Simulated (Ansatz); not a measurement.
## YRh: the change of pressure and energy above lowest point with volume scale

All results are calculated (Ansatz 0.2.0). Free energy against uniform scaling of the volume at fixed shape and fractions; periodic cell, basis, potentials, k mesh and filling as listed.

The cell before it is scaled or strained (space group Pm-3m, No. 221):
```
YRh
1.0
      3.4070     0.0000     0.0000
      0.0000     3.4070     0.0000
      0.0000     0.0000     3.4070
Y Rh
1 1
Direct
  0.50000 0.50000 0.50000
  0.00000 0.00000 0.00000
```

Settings of every row: functional PBEsol; dispersion none; potentials PAW; wave cutoff 510 eV; density cutoff 2040 eV; k mesh 7x7x7; k shift 0x0x0; occupations fermi dirac; smearing width 0.05 eV; spin none.

Limits: coarse k mesh, up to 40 meV an atom off.

| row | volume scale | V (Å³/atom) | pressure (GPa) | energy above lowest point (meV/atom) |
| --- | --- | --- | --- | --- |
| 1 | 0.92 | 18.192 | 8.64 | 29.6 |
| 2 | 0.9467 | 18.72 | 4.4 | 8.3 |
| 3 | 0.9733 | 19.246 | 0.73 | 0 |
| 4 | 1 | 19.774 | ? | ? |
| 5 | 1.0267 | 20.302 | -5.19 | 15.6 |
| 6 | 1.0533 | 20.828 | -7.57 | 36.7 |
| 7 | 1.08 | 21.356 | -9.63 | 65.1 |

Question: what pressure and energy above lowest point should row 4 give?

Worked fit of pressure. Take u = (V_r/V)^(2/3) − 1 with V_r = 19.774 Å³ an atom, which is twice the finite (Eulerian) strain; such expansions in the strain, on which the Birch-Murnaghan equation of state is built, carry the rest volume and the bulk modulus. The shown rows have u = 0.05716, 0.03719, 0.01821, -0.01741, -0.03403, -0.05002. Least squares give pressure = −2.443 + 165.98 × u + 465.9 × u² + 403 × u³ GPa; a parabola predicts inner rows, each left out in turn, worse (root mean square 0.024 against 0.01 GPa). The rows lie off it by 0.00, 0.01, -0.01, 0.00, 0.00, 0.00. The pressure vanishes at u = 0.0141, or V = 19.36 Å³ an atom, and there the bulk modulus at fixed shape and fractions is B = −V dP/dV = (2/3)(1 + u) dP/du = 121 GPa. The withheld row has u = 0, so the fit gives −2.443 + 165.98 × (0) + 465.9 × (0)² + 403 × (0)³ = -2.44 GPa.

The calculation gave -2.44 GPa. The fit meets it to the printed digit.

Worked fit of energy above lowest point. Take u = (V_r/V)^(2/3) − 1 with V_r = 19.774 Å³ an atom, which is twice the finite (Eulerian) strain; such expansions in the strain, on which the Birch-Murnaghan equation of state is built, carry the rest volume and the bulk modulus. The shown rows have u = 0.05716, 0.03719, 0.01821, -0.01741, -0.03403, -0.05002. Least squares give energy above lowest point = 2.94 − 451.9 × u + 15934 × u² + 2355 × u³ meV/atom; a parabola predicts inner rows, each left out in turn, worse (root mean square 0.13 against 0.038 meV/atom). All shown rows lie on it to the printed digit. Its lowest point lies at u = 0.0141, or V = 19.36 Å³ an atom, and the curvature there gives the bulk modulus at fixed shape and fractions, B = (4/9)(1 + u)² E″(u)/V = 121 GPa. The withheld row has u = 0, so the fit gives 2.94 − 451.9 × (0) + 15934 × (0)² + 2355 × (0)³ = 2.9 meV/atom.

The calculation gave 2.9 meV/atom. The fit meets it to the printed digit.
